# Strain-induced pseudomagnetic field in graphene

A strain that changes the three bonds of a carbon atom unequally moves the Dirac points in $k$-space. If the strain varies in space, so does the shift, and it enters the envelope equation as a vector potential of opposite sign in the two valleys.

## 1. Conventions and premises

$a$ is the C–C bond length (lattice constant $\sqrt3a$), the electron charge is $-e$, $x$ is along zigzag and $y$ along armchair. The vectors from an A site to its B neighbours are
$$\boldsymbol\delta_1=a(0,1),\quad \boldsymbol\delta_2=a\left(\tfrac{\sqrt3}{2},-\tfrac12\right),\quad \boldsymbol\delta_3=a\left(-\tfrac{\sqrt3}{2},-\tfrac12\right).$$
The valleys lie at $\tau\mathbf K$, with $\mathbf K=(4\pi/3\sqrt3a,\,0)$, $\tau=+1$ for K and $-1$ for K′.

- **P1.** One $\pi$ orbital per site, nearest-neighbour matrix element $-t_n$ on bond $n$; spin is a spectator.
- **P2.** The hopping depends on bond length only: $\delta t_n=-\beta t\,\delta d_n/a$, with $\beta=-\,d\ln t/d\ln d>0$.
- **P3.** Both sublattices follow the same smooth in-plane displacement $\mathbf u$ and height $h$ (Cauchy–Born rule). Section 5 lifts this.
- **P4.** Strain is small and varies slowly on the scale of $a$.

Sites are labelled by their undeformed positions $\mathbf r$. The Hamiltonian sees the deformation only through the $t_n$, so nothing is lost. In laboratory coordinates the envelope gains a phase $\tau\mathbf K\cdot\mathbf u$, whose gradient has no curl and carries no field.

## 2. Bond lengths

The deformed bond is $(\boldsymbol\delta_n+(\boldsymbol\delta_n\cdot\nabla)\mathbf u,\ \boldsymbol\delta_n\cdot\nabla h)$. Its squared length is $a^2+2\,\delta_{n,i}\varepsilon_{ij}\delta_{n,j}$ with
$$\varepsilon_{ij}=\tfrac12(\partial_iu_j+\partial_ju_i+\partial_ih\,\partial_jh).$$
The term quadratic in $\nabla u$ is dropped. The one in $\nabla h$ stays, because it is the lowest order at which $h$ appears. Hence $\delta d_n/a=e_n\equiv\delta_{n,i}\varepsilon_{ij}\delta_{n,j}/a^2$:
$$e_1=\varepsilon_{yy},\qquad e_{2,3}=\tfrac34\varepsilon_{xx}+\tfrac14\varepsilon_{yy}\mp\tfrac{\sqrt3}{2}\varepsilon_{xy}.$$

## 3. Envelope equation and gauge field

Write the site amplitudes as $e^{i\tau\mathbf K\cdot\mathbf r}\psi_{A,B}(\mathbf r)$ with smooth $\psi$. By P4 the hoppings have no Fourier components large enough to connect K and K′, so each valley is solved alone. The tight-binding equation on an A site is
$$E\psi_A(\mathbf r)=-\sum_n t\,(1-\beta e_n)\,e^{i\tau\mathbf K\cdot\boldsymbol\delta_n}\,\psi_B(\mathbf r+\boldsymbol\delta_n).$$
The phases are $1,\ \omega^\tau,\ \omega^{-\tau}$ with $\omega=e^{2\pi i/3}$, so $\omega^\tau+\omega^{-\tau}=-1$ and $\omega^\tau-\omega^{-\tau}=i\sqrt3\tau$. Expand $\psi_B(\mathbf r+\boldsymbol\delta_n)\approx(1+i\,\boldsymbol\delta_n\cdot\mathbf q)\psi_B$ with $\mathbf q=-i\nabla$, and keep first order in the small quantities $qa$ and $\beta\varepsilon$.

*Zeroth order.* The phases sum to zero.

*Gradient term.* The phase-weighted sum of $\boldsymbol\delta_n$ has $x$ component $\tfrac{\sqrt3a}{2}\,i\sqrt3\tau=\tfrac{3a}{2}i\tau$ and $y$ component $a(1+\tfrac12)=\tfrac{3a}{2}$. Multiplying by $-it$ gives $\hbar v(\tau q_x-iq_y)$ with $\hbar v=\tfrac32ta$.

*Strain term.*
$$\beta t\left[\varepsilon_{yy}-\tfrac34\varepsilon_{xx}-\tfrac14\varepsilon_{yy}-\tfrac{\sqrt3}{2}\varepsilon_{xy}\,i\sqrt3\tau\right]=-\tfrac34\beta t\left[(\varepsilon_{xx}-\varepsilon_{yy})+2i\tau\varepsilon_{xy}\right].$$
Isotropic strain cancels, since it changes the three hoppings equally.

The sum has the form $vD_\tau$, $D_\tau=\tau\pi_x-i\pi_y$, $\boldsymbol\pi=\hbar\mathbf q+e\mathbf A_\tau$, if the strain term equals $ev(\tau A_x-iA_y)$. Real and imaginary parts give, with $\tfrac34\beta t/v=\hbar\beta/2a$,
$$\boxed{\mathbf A_\tau=-\tau\frac{\hbar\beta}{2ea}\left(\varepsilon_{xx}-\varepsilon_{yy},\,-2\varepsilon_{xy}\right)}\qquad H_\tau=v\begin{pmatrix}0&D_\tau\\ D_\tau^\dagger&0\end{pmatrix}$$
in the basis $(\psi_A,\psi_B)$; the B-site equation is the Hermitian conjugate at this order. The pseudomagnetic field is
$$B_\tau=\partial_xA_y-\partial_yA_x=\tau\frac{\hbar\beta}{2ea}\left[2\partial_x\varepsilon_{xy}+\partial_y(\varepsilon_{xx}-\varepsilon_{yy})\right].$$
Strain preserves time reversal, which exchanges the valleys and reverses magnetic fields; $B_{K'}=-B_K$ is what it requires. The overall sign depends on which valley is called K and on the charge and axis conventions. Exchanging the labels A and B sends $\boldsymbol\delta_n\to-\boldsymbol\delta_n$ and swaps $D_\tau$ with $D_\tau^\dagger$ at the same $\boldsymbol\pi$, so $\mathbf A_\tau$ and $B_\tau$ are unchanged. Uniform strain only shifts the cones.

## 4. Triaxial strain and Landau levels

Take $h=0$ and $\mathbf u=c\,(2xy,\ x^2-y^2)$, the pattern proposed by Guinea, Katsnelson and Geim (2010). It is the gradient of the harmonic function $\tfrac c3r^3\sin3\theta$, so it has threefold symmetry, no dilatation, and satisfies the isotropic elastic equilibrium equations. Then $\varepsilon_{xx}=-\varepsilon_{yy}=2cy$, $\varepsilon_{xy}=2cx$, and
$$\mathbf A_\tau=-\tau\frac{\hbar\beta}{2ea}(4cy,-4cx)=\tau\frac{B_0}{2}(-y,x),\qquad B_\tau=\tau B_0,\qquad \boxed{B_0=\frac{4\hbar\beta c}{ea}}$$

**Spectrum.** From $[p_i,F]=-i\hbar\partial_iF$ follows $[\pi_x,\pi_y]=-i\hbar eB_\tau$, and
$$[D_\tau,D_\tau^\dagger]=i\tau[\pi_x,\pi_y]-i\tau[\pi_y,\pi_x]=2\hbar e\,\tau B_\tau .$$
For the strain field $\tau B_\tau=B_0$ in both valleys. For $c>0$, $\hat a=D_\tau/\sqrt{2\hbar eB_0}$ obeys $[\hat a,\hat a^\dagger]=1$. With number states $|n\rangle$, $H_\tau$ maps $(|n-1\rangle,\pm|n\rangle)$ onto $\pm v\sqrt{2\hbar eB_0n}$ times itself. For either sign of $c$,
$$\boxed{E_n=\pm v\sqrt{2\hbar e|B_0|\,n}=\pm\frac{\hbar v}{\ell}\sqrt{2n}},\qquad \ell^2=\frac{\hbar}{e|B_0|},\quad n=0,1,2,\dots$$

**Zero level.** $E=0$ requires $D_\tau\psi_B=0$ and $D_\tau^\dagger\psi_A=0$. A raising operator annihilates no normalisable state, so for $c>0$ $\psi_A=0$: the zero level lives on B **in both valleys**. For $c<0$ the operators swap roles and it lives on A. A real field has the same $B$ in both valleys, so $\tau B_\tau$ changes sign and the two valleys occupy opposite sublattices. Explicitly, for $c>0$,
$$D_\tau=-i\hbar\tau\left[\partial_x-i\tau\partial_y+\frac{x-i\tau y}{2\ell^2}\right],\qquad \psi_B\propto(x-i\tau y)^m e^{-r^2/4\ell^2}.$$
These states have $\langle r^2\rangle=2(m+1)\ell^2$, so each adds an area $2\pi\ell^2$: the degeneracy is $e|B_0|/2\pi\hbar$ per area, valley and spin. The two valleys circulate in opposite senses.

**Lattice picture of the sign.** In the linear law the vertical hopping $t(1+2\beta cy)$ vanishes at $y=-1/2\beta c$. This line and its two threefold images cut out a triangle. For $c>0$ the atom left above each cut vertical bond is B, so all edges end on B. A bipartite hopping matrix has at least $N_B-N_A$ zero modes on the majority sublattice, again B.

## 5. Internal relaxation

With two atoms per cell, strain can shift B against A by a vector $\mathbf w$, adding $\boldsymbol\delta_n\cdot\mathbf w/a^2$ to $e_n$. The phase-weighted sum of Section 3 gives an extra term $\tfrac32\beta t(i\tau w_x+w_y)/a$. Threefold symmetry allows one linear relation between a vector and the strain,
$$\mathbf w=\zeta a\left(\varepsilon_{xy},\ \tfrac12(\varepsilon_{xx}-\varepsilon_{yy})\right),$$
and the extra term is $-\zeta$ times the strain term. All results hold with $\beta\to(1-\zeta)\beta$. $\zeta$ is the two-dimensional analogue of the Kleinman parameter; at $\zeta=1$ all three $e_n$ equal $\tfrac12\mathrm{tr}\,\varepsilon$ and the field vanishes. Typical force-field estimates put $\zeta$ at roughly one half, so this correction is as large as the effect. A $\beta$ extracted from Dirac-point shifts with relaxed ions already contains it.

## 6. Periodic ripples on a substrate

The substrate imposes $h(\mathbf r)$; $\mathbf u$ must be found from elasticity.

- **P5.** The sheet conforms to the substrate, slides freely along it, carries no mean stress, and is an isotropic membrane with 2D Young modulus $Y$ and Poisson ratio $\nu$ (Föppl–von Kármán level).

**Elastic problem.** In-plane balance $\partial_j\sigma_{ij}=0$ is solved by an Airy function: $\sigma_{xx}=\chi_{yy}$, $\sigma_{yy}=\chi_{xx}$, $\sigma_{xy}=-\chi_{xy}$ (subscripts on $\chi$ and $h$ are derivatives). Hooke's law reads $Y\varepsilon_{xx}=\sigma_{xx}-\nu\sigma_{yy}$, $Y\varepsilon_{yy}=\sigma_{yy}-\nu\sigma_{xx}$, $Y\varepsilon_{xy}=(1+\nu)\sigma_{xy}$. In $\partial_y^2\varepsilon_{xx}+\partial_x^2\varepsilon_{yy}-2\partial_x\partial_y\varepsilon_{xy}$ the displacement $\mathbf u$ cancels and $h$ leaves $h_{xy}^2-h_{xx}h_{yy}$, while Hooke's law turns the same combination into $\nabla^4\chi/Y$. Thus
$$\nabla^4\chi=-Y(h_{xx}h_{yy}-h_{xy}^2),\qquad B_\tau=-\tau\frac{\hbar\beta(1+\nu)}{2eaY}\left(3\chi_{xxy}-\chi_{yyy}\right),$$
where the second relation uses $\varepsilon_{xx}-\varepsilon_{yy}=(1+\nu)(\chi_{yy}-\chi_{xx})/Y$ and $\varepsilon_{xy}=-(1+\nu)\chi_{xy}/Y$. The source is the Gaussian curvature, so a one-dimensional ripple on which the sheet slides gives no field. For a harmonic $\cos\mathbf q\cdot\mathbf r$ at angle $\theta_q$ to $x$, the bracket is $(3q_x^2q_y-q_y^3)\sin\mathbf q\cdot\mathbf r=q^3\sin3\theta_q\sin\mathbf q\cdot\mathbf r$.

**Triangular ripple.** Let $h=h_0\sum_{j=1}^3\cos\phi_j$, $\phi_j=\mathbf G_j\cdot\mathbf r$, with $\mathbf G_j$ of length $G=4\pi/\sqrt3L$ at 90°, 210°, 330° (armchair directions) and $L$ the pitch. Then $\phi_1+\phi_2+\phi_3=0$. The Hessian is $-h_0\sum_j\mathbf G_j\mathbf G_j^{T}\cos\phi_j$. Its determinant is $h_0^2\sum_{i<j}(\mathbf G_i\times\mathbf G_j)^2\cos\phi_i\cos\phi_j$ with $(\mathbf G_i\times\mathbf G_j)^2=\tfrac34G^4$, and $\cos\phi_i\cos\phi_j=\tfrac12[\cos\phi_k+\cos(\phi_i-\phi_j)]$, $k$ being the third index. The difference vectors have length $\sqrt3G$. Dividing each harmonic by $q^4$,
$$\chi=-\tfrac38Yh_0^2\Big[\sum_k\cos\phi_k+\tfrac19\sum_{i<j}\cos(\phi_i-\phi_j)\Big].$$
The first star has $\sin3\theta_q=-1$. The second points along zigzag, has $\sin3\theta_q=0$ and is pure gauge. Therefore
$$\boxed{B_\tau(\mathbf r)=-\tau B_1\sum_j\sin\phi_j,\qquad B_1=\frac{3\hbar\beta(1+\nu)h_0^2G^3}{16\,ea}}$$
If the pattern is turned by 30° against the lattice, the second star carries the field, with period $L/\sqrt3$ and amplitude $3\sqrt3B_1/9=0.58\,B_1$.

**Shape of the field.** The identity $\sum_j\sin\phi_j=-4\prod_j\sin(\phi_j/2)$ shows that $B$ vanishes on the lines $\phi_j\in2\pi\mathbb Z$. These join the crests ($h=3h_0$) and tile the plane with triangles of alternating sign. The triangle centres are the hollows ($h=-\tfrac32h_0$), such as $\mathbf r_\pm=(0,\pm L/\sqrt3)$, where all $\phi_j=\mp2\pi/3$ modulo $2\pi$ and
$$\tau B_\tau=\pm B_{\rm pk},\qquad B_{\rm pk}=\tfrac{3\sqrt3}{2}B_1 .$$
Expanding $\chi$ about $\mathbf r_\pm$, the traceless strain to first order in the distance is that of Section 4 with $c=\pm c_{\rm eff}$, $c_{\rm eff}=9\sqrt3(1+\nu)h_0^2G^3/128$, and indeed $4\hbar\beta c_{\rm eff}/ea=B_{\rm pk}$. Each hollow is a local triaxial device. The zero level is on B at $\mathbf r_+$ and on A at $\mathbf r_-$, in both valleys.

**Flux per triangle.** Over $\phi_1,\phi_2>0$, $\phi_1+\phi_2<2\pi$, each of the terms $\sin\phi_1$, $\sin\phi_2$, $-\sin(\phi_1+\phi_2)$ integrates to $2\pi$, and $d\phi_1d\phi_2=\tfrac{\sqrt3}{2}G^2d^2r$. The flux is $4\sqrt3\pi B_1/G^2$, or
$$N_\Phi=2\sqrt3\,\frac{eB_1}{\hbar G^2}$$
quanta $2\pi\hbar/e$. Semiclassically this is the number of states near zero energy per triangle, valley and spin.

**First level in the non-uniform field.** At $\mathbf r_+$, $E^2/v^2$ is an eigenvalue of $D_\tau D_\tau^\dagger=D_\tau^\dagger D_\tau+2\hbar e\,\tau B_\tau(\mathbf r)$ acting on $\psi_A$. For $n=1$, $\psi_A$ is to leading order annihilated by $D_\tau$, so to first order in the field variation $E_1^2=2\hbar ev^2\langle\tau B_\tau\rangle$. The central orbit has density $\propto e^{-r^2/2\ell^2}$ with $\ell^2=\hbar/eB_{\rm pk}$, over which each harmonic averages to $e^{-G^2\ell^2/2}$ times its central value:
$$E_1\simeq\frac{\sqrt2\hbar v}{\ell}\,e^{-G^2\ell^2/4}.$$
Outer orbits see a weaker field, so $E_1$ marks a peak in the local density of states at the hollow, not a flat level of the whole sheet.

## 7. Range of validity

1. **Lattice corrections.** The dropped terms (strain times gradient, second gradients) have relative size $\beta\varepsilon$ and $a/\ell$; they make $v$ anisotropic and position dependent. In the triaxial field the principal strain is $2cr$, and $2\beta c\ell=a/2\ell$ at $r=\ell$. The uniform-field result needs $r\ll1/2\beta c$ and $E\ll t$.
2. **Internal relaxation**: a factor $1-\zeta$ on $B$ and $\sqrt{1-\zeta}$ on $E_n$.
3. **Scalar potential.** Dilatation shifts the Dirac point by $V=g\,\mathrm{tr}\,\varepsilon$, absent from P1. It vanishes for the triaxial field. For the ripple, $\mathrm{tr}\,\varepsilon=(1-\nu)\nabla^2\chi/Y=S[\sum\cos\phi_k+\tfrac13\sum\cos(\phi_i-\phi_j)]$ with $S=\tfrac38(1-\nu)h_0^2G^2$. The bracket is $4$ at crests, $-\tfrac43$ at saddles, and $-\tfrac12-\tfrac38G^2\rho^2$ at distance $\rho$ from a hollow. Carriers screen $V$ but not $\mathbf A_\tau$, which induces no net charge or current at linear order because the valley contributions cancel.
4. **Local Landau levels** need $G^2\ell^2\ll1$ and $N_\Phi\gg1$.
5. **Membrane theory** is correct to relative order $|\nabla h|^2$. Bending changes the hoppings at order $(ah_0G^2)^2$, smaller than the stretching effect by about $(Ga)^2$.
6. **P5.** Compressed regions may wrinkle and shed strain, which lowers the field. A uniform pre-tension changes neither $B_\tau$ nor the variation of $V$.
7. **Disorder.** Atomic-scale defects mix the valleys, and substrate charge disorder broadens all levels.

## 8. Illustration: a graphene channel on patterned SiO₂

Assumed geometry: $L=100$ nm, $h_0=2.5$ nm (11 nm from crest to hollow), oriented as in Section 6. Typical inputs: $a=0.142$ nm, $\beta=3$, $\nu=0.16$, $Y=340$ N/m, unscreened $|g|=3$ eV. We choose $t=3.0$ eV so that $\hbar v=0.639$ eV nm and $v=0.97\times10^6$ m/s reproduce the typical $10^6$ m/s. With $\hbar/e=658$ T nm², $G=0.0726$ nm⁻¹, $h_0G=0.181$ and $c_{\rm eff}=3.4\times10^{-4}$ nm⁻¹:

| | $\zeta=0$ | $\zeta=0.5$ |
|---|---|---|
| $B_1$ (T) | 7.2 | 3.6 |
| $B_{\rm pk}$ (T) | 19 | 9.4 |
| $\ell$ (nm) | 5.9 | 8.4 |
| $G^2\ell^2$ | 0.18 | 0.37 |
| $N_\Phi$ | 7.2 | 3.6 |
| $\sqrt2\hbar v/\ell$ (eV) | 0.15 | 0.11 |
| $e^{-G^2\ell^2/4}$ | 0.95 | 0.91 |
| $E_1$ (eV) | 0.15 | 0.10 |

**Premises and neglected terms** (at $\zeta=0$ where it matters):

- *Sliding.* Pinning the sheet at $\mathbf u=0$ would take an interfacial shear stress of order $Yh_0^2G^3=0.8$ GPa. A typical shear strength on SiO₂ is of order 1 MPa, so the sheet slides.
- *Conforming.* The energy density is $[(\mathrm{tr}\,\sigma)^2-2(1+\nu)\det\sigma]/2Y$, and $\det\sigma=\chi_{xx}\chi_{yy}-\chi_{xy}^2$ is a divergence that averages to zero. The mean is $\tfrac Y2(\tfrac38h_0^2G^2)^2\cdot\tfrac53=0.043$ J/m², below the typical adhesion of a few tenths of J/m².
- *Slope.* Along $y$ through a crest it peaks at $1.76\,h_0G=0.32$, so $|\nabla h|^2=0.10$. No more than two figures are meaningful.
- *Lattice terms.* $a/2\ell=0.012$ and $(Ga)^2=1.1\times10^{-4}$. The crests carry a biaxial strain $2S=0.021$, with $\beta\varepsilon=0.062$.
- *Scalar potential.* $S=0.0104$. Across the central orbit ($\langle\rho^2\rangle=2\ell^2$) $V$ changes by $\tfrac34G^2\ell^2S|g|=4$ meV, small against $E_1$. Across the cell it spans $\tfrac{16}{3}S|g|=0.17$ eV before screening, as large as $E_1$. The ladder at a hollow survives, but the superlattice bands cannot be computed without $V$.

The model's result is a peak pseudofield of 19 T, a first level near 0.15 eV and about seven states near zero energy per hollow, valley and spin, on opposite sublattices in neighbouring hollows. As typical knowledge, internal relaxation makes these Cauchy–Born values too high by about a factor of two in the field. The second column, 9.4 T and 0.10 eV, is the more realistic estimate, and there condition 4 is only marginally met.